**Dipole polarisabilities of 5p states in the 49-electron sequence, In to Pr10+**

The table holds scalar polarisabilities of 5p1/2 and 5p3/2 and the tensor polarisability of 5p3/2, from frozen-core Dirac-Hartree-Fock with Brueckner orbitals for one electron outside [Kr] 4d10 5s2. The program subtracts the core polarisability of the same runs, fits $A/(z+c)^p$ for charge 3 and above with $p=3$, $p=4$ and a free exponent, and splits the 5p3/2 remainder into net s and d parts by angular algebra. From Sb2+ on the 5p1/2 value lies within 8% of the core value, and the cube fits better than the fourth power without fixing the exponent. From Te3+ to Pr10+ the inferred s part is −0.142 to −0.158 of the core value, against −1/6 from a count of the blocked 5s→5p channel. Sb2+ and the scalar gaps of La8+ and Ce9+ are irregular, and In lies 14% below the recommended value.

Calculated values. B-spline many-body code 1, no-pair Dirac-Coulomb: frozen-core Dirac-Hartree-Fock, then Brueckner orbitals from a second-order or RPA-screened correlation potential, with static RPA core polarisation. Static dipole polarisabilities of indium-like ions, one 5p electron outside the closed core [Kr] 4d10 5s2; the scalar values include the core's contribution.

## Numerical check

```python
# Table: static dipole polarisabilities (bohr^3) of 5p1/2 and 5p3/2 in the 49-electron sequence,
# B-spline many-body code, frozen-core DHF + Brueckner orbitals + RPA, core [Kr]4d10 5s2.
# Tested: total = core + valence; A/(z+c)^p scaling (p=3 vs 4 vs free); s/d split of the 5p3/2
# remainder by angular algebra; Pauli blocking count S = -core/6.
T = {
    'ion': ['In', 'Sn+', 'Sb2+', 'Te3+', 'I4+', 'Xe5+', 'Cs6+', 'La8+', 'Ce9+', 'Pr10+'],
    'Z': [49, 50, 51, 52, 53, 54, 55, 57, 58, 59],
    'charge': [0, 1, 2, 3, 4, 5, 6, 8, 9, 10],  # e
    'polarised_scalar_5p12': [55.67, 26.27, 11.89, 8.895, 6.596, 5.08, 3.963, 2.763, 2.251, 1.885],  # bohr³
    'polarised_scalar_5p32': [63.8, 27.2, 11.74, 9.511, 7.1, 5.53, 4.353, 2.937, 2.439, 2.079],  # bohr³
    'polarised_tensor_5p32': [-8.042, 0.5986, 2.316, 1.065, 0.8653, 0.7022, 0.5692, 0.3988, 0.3281, 0.2702],  # bohr³
}
import numpy as np
from scipy.optimize import minimize_scalar
ion = T['ion']; q = np.array(T['charge'], float); z = q + 1
a1 = np.array(T['polarised_scalar_5p12']); a3 = np.array(T['polarised_scalar_5p32'])
t = np.array(T['polarised_tensor_5p32'])
# typed from further outputs of the same runs (less vetted than the table)
core = np.array([29.6013, 17.9016, 12.1628, 8.83617, 6.70882, 5.25679, 4.2183, 2.86293, 2.40652, 2.04441])
f52 = {'Ce9+': 2.46788, 'Pr10+': 2.07997}   # scalar 4f5/2, bohr^3
rem = np.array([6.02508, 14.8563, 25.5434, 37.8535, 51.665, 66.9038])   # 5p1/2 removal, eV
mea = np.array([5.78636, 14.6331, 25.3235, 37.4155, 51.52, 66.703])     # measured, eV
rec_In = 65.0   # recommended In ground-state polarisability, bohr^3
warn = ['Sb2+', 'Te3+', 'Xe5+', 'La8+', 'Ce9+']
nm = [s + ('*' if s in warn else '') for s in ion]
fl = lambda x: 0.5 * 10.0 ** (np.floor(np.log10(np.abs(x))) - 3)
v1, v3, gap = a1 - core, a3 - core, a3 - a1
print('A. bohr^3; * = warned row; floor = rounding of gap')
print('ion     core  v1/2=tot-core  v3/2  v1/2 %core  gap(3/2-1/2) gap/core floor  tensor/core')
for i in range(len(q)):
    print(f'{nm[i]:6s}{core[i]:7.3f}{v1[i]:9.3f}{v3[i]:9.3f}{100*v1[i]/core[i]:8.1f}{gap[i]:9.3f}'
          f'{gap[i]/core[i]:9.3f}{fl(a1[i])+fl(a3[i]):8.3f}{t[i]/core[i]:9.3f}')
print(f'In/Pr10+ ratio: 5p1/2 {a1[0]/a1[-1]:.1f}, 5p3/2 {a3[0]/a3[-1]:.1f}, core {core[0]/core[-1]:.1f}')
print('4f5/2 total - core:', ', '.join(f'{k} {v-core[ion.index(k)]:+.3f}' for k, v in f52.items()))
m = q >= 3
def fit(y, p):
    g = lambda c: np.var(np.log(y[m]) + p * np.log(z[m] + c))
    c = minimize_scalar(g, bounds=(-0.9, 60), method='bounded').x
    A = np.exp(np.mean(np.log(y[m]) + p * np.log(z[m] + c)))
    r = 100 * (A / (z + c) ** p / y - 1)
    return A, c, r, np.sqrt(np.mean(r[m] ** 2))
print('B. alpha=A/(z+c)^p, z=charge+1, fitted on charge>=3; residual % (model/calc-1) for all rows in order')
for lab, y in (('5p1/2', a1), ('core', core)):
    ps = np.arange(1.5, 6.01, 0.05)
    pf = ps[np.argmin([fit(y, p)[3] for p in ps])]
    for p in (3, 4, pf):
        A, c, r, s = fit(y, p)
        w = np.where(m)[0][np.argmax(np.abs(r[m]))]
        print(f'{lab} p={p:.2f} A={A:.4g} c={c:.2f} rms={s:.2f}% worst {ion[w]}:', ' '.join(f'{x:.1f}' for x in r))
print(f'table rounding floor of scalars <= {100*np.max(fl(a1)/a1):.3f} %')
def split(R):
    k = (0.8 - 0.2 * R) / (1 + R)
    D = (v3 + t) / (1 + k)
    return v3 - D, D
S, D = split(9.0); S8, _ = split(8.0); S10, _ = split(10.0)
print('C. 5p3/2: v3/2=S+D, tensor=-S-D/10 (d5/2:d3/2=9); blocking count S/core=-1/6=-0.167; bohr^3')
print('ion   a(M=3/2) a(M=1/2)     S       D    S/core  D/core  S vs -core/6 %  |dS| ratio 8..10')
for i in range(len(q)):
    print(f'{nm[i]:6s}{a3[i]+t[i]:8.3f}{a3[i]-t[i]:8.3f}{S[i]:8.3f}{D[i]:8.3f}{S[i]/core[i]:8.3f}'
          f'{D[i]/core[i]:8.3f}{100*(S[i]/(-core[i]/6)-1):9.1f}{abs(S8[i]-S10[i]):9.3f}')
print(f'charge>=3: S/core mean {np.mean((S/core)[m]):.3f}, range {np.min((S/core)[m]):.3f}..{np.max((S/core)[m]):.3f}')
print('D. Sb2+ against geometric mean of Sn+ and Te3+ (crude interpolation):')
for lab, y in (('core', core), ('5p1/2', a1), ('5p3/2', a3), ('tensor', t), ('D', D)):
    gm = np.sqrt(y[1] * y[3])
    print(f'  {lab}: {y[2]:.3f} vs {gm:.3f} ({100*(y[2]/gm-1):+.0f}%); steps Sn/Sb {y[1]/y[2]:.2f}, Sb/Te {y[2]/y[3]:.2f}')
print(f'E. In 5p1/2 vs recommended {rec_In:.0f}: {a1[0]-rec_In:+.1f} bohr^3, {100*(a1[0]/rec_In-1):+.1f}%')
print('removal energy vs measured %:', ' '.join(f'{ion[i]} {100*(rem[i]/mea[i]-1):+.1f}' for i in range(6)))
assert t[0] < 0 and np.all(t[1:] > 0)
assert np.all(np.abs(v1 / core)[q >= 2] < 0.1)
assert np.all((t / core)[m] > 0.1) and np.all((t / core)[m] < 1 / 6)
assert [ion[i] for i in np.where(gap < 0)[0]] == ['Sb2+']
```

Running it gives:

```
A. bohr^3; * = warned row; floor = rounding of gap
ion     core  v1/2=tot-core  v3/2  v1/2 %core  gap(3/2-1/2) gap/core floor  tensor/core
In     29.601   26.069   34.199    88.1    8.130    0.275   0.010   -0.272
Sn+    17.902    8.368    9.298    46.7    0.930    0.052   0.010    0.033
Sb2+*  12.163   -0.273   -0.423    -2.2   -0.150   -0.012   0.010    0.190
Te3+*   8.836    0.059    0.675     0.7    0.616    0.070   0.001    0.121
I4+     6.709   -0.113    0.391    -1.7    0.504    0.075   0.001    0.129
Xe5+*   5.257   -0.177    0.273    -3.4    0.450    0.086   0.001    0.134
Cs6+    4.218   -0.255    0.135    -6.1    0.390    0.092   0.001    0.135
La8+*   2.863   -0.100    0.074    -3.5    0.174    0.061   0.001    0.139
Ce9+*   2.407   -0.156    0.032    -6.5    0.188    0.078   0.001    0.136
Pr10+   2.044   -0.159    0.035    -7.8    0.194    0.095   0.001    0.132
In/Pr10+ ratio: 5p1/2 29.5, 5p3/2 30.7, core 14.5
4f5/2 total - core: Ce9+ +0.061, Pr10+ +0.036
B. alpha=A/(z+c)^p, z=charge+1, fitted on charge>=3; residual % (model/calc-1) for all rows in order
5p1/2 p=3.00 A=1.006e+04 c=6.49 rms=1.80% worst Cs6+: -57.1 -37.5 -1.2 -2.2 0.4 1.5 3.3 -2.1 -0.4 -0.3
5p1/2 p=4.00 A=4.369e+05 c=11.02 rms=2.51% worst Cs6+: -62.4 -42.2 -5.0 -3.6 0.5 2.4 4.5 -1.6 -0.6 -1.5
5p1/2 p=2.25 A=741.1 c=3.15 rms=1.30% worst La8+: -45.9 -29.4 4.6 -0.4 0.1 0.2 1.7 -2.7 -0.0 1.2
core p=3.00 A=1.214e+04 c=7.17 rms=0.92% worst Te3+: -24.8 -12.1 -5.1 -1.5 0.4 1.1 1.1 0.3 -0.4 -1.0
core p=4.00 A=5.537e+05 c=11.93 rms=1.73% worst Te3+: -33.1 -17.9 -8.4 -2.7 0.5 1.9 2.2 0.8 -0.5 -2.0
core p=2.35 A=1211 c=4.12 rms=0.12% worst La8+: -11.8 -4.2 -1.2 -0.1 0.1 0.1 -0.1 -0.2 -0.1 0.2
table rounding floor of scalars <= 0.042 %
C. 5p3/2: v3/2=S+D, tensor=-S-D/10 (d5/2:d3/2=9); blocking count S/core=-1/6=-0.167; bohr^3
ion   a(M=3/2) a(M=1/2)     S       D    S/core  D/core  S vs -core/6 %  |dS| ratio 8..10
In      55.758  71.842   5.136  29.063   0.173   0.982   -204.1    0.651
Sn+     27.799  26.601  -1.698  10.997  -0.095   0.614    -43.1    0.246
Sb2+*   14.056   9.424  -2.526   2.104  -0.208   0.173     24.6    0.047
Te3+*   10.576   8.446  -1.258   1.933  -0.142   0.219    -14.6    0.043
I4+      7.965   6.235  -1.005   1.396  -0.150   0.208    -10.1    0.031
Xe5+*    6.232   4.828  -0.811   1.084  -0.154   0.206     -7.5    0.024
Cs6+     4.922   3.784  -0.647   0.782  -0.153   0.185     -7.9    0.018
La8+*    3.336   2.538  -0.451   0.525  -0.158   0.184     -5.4    0.012
Ce9+*    2.767   2.111  -0.368   0.401  -0.153   0.166     -8.2    0.009
Pr10+    2.349   1.809  -0.304   0.339  -0.149   0.166    -10.8    0.008
charge>=3: S/core mean -0.151, range -0.158..-0.142
D. Sb2+ against geometric mean of Sn+ and Te3+ (crude interpolation):
  core: 12.163 vs 12.577 (-3%); steps Sn/Sb 1.47, Sb/Te 1.38
  5p1/2: 11.890 vs 15.286 (-22%); steps Sn/Sb 2.21, Sb/Te 1.34
  5p3/2: 11.740 vs 16.084 (-27%); steps Sn/Sb 2.32, Sb/Te 1.23
  tensor: 2.316 vs 0.798 (+190%); steps Sn/Sb 0.26, Sb/Te 2.17
  D: 2.104 vs 4.611 (-54%); steps Sn/Sb 5.23, Sb/Te 1.09
E. In 5p1/2 vs recommended 65: -9.3 bohr^3, -14.4%
removal energy vs measured %: In +4.1 Sn+ +1.5 Sb2+ +0.9 Te3+ +1.2 I4+ +0.3 Xe5+ +0.3
```
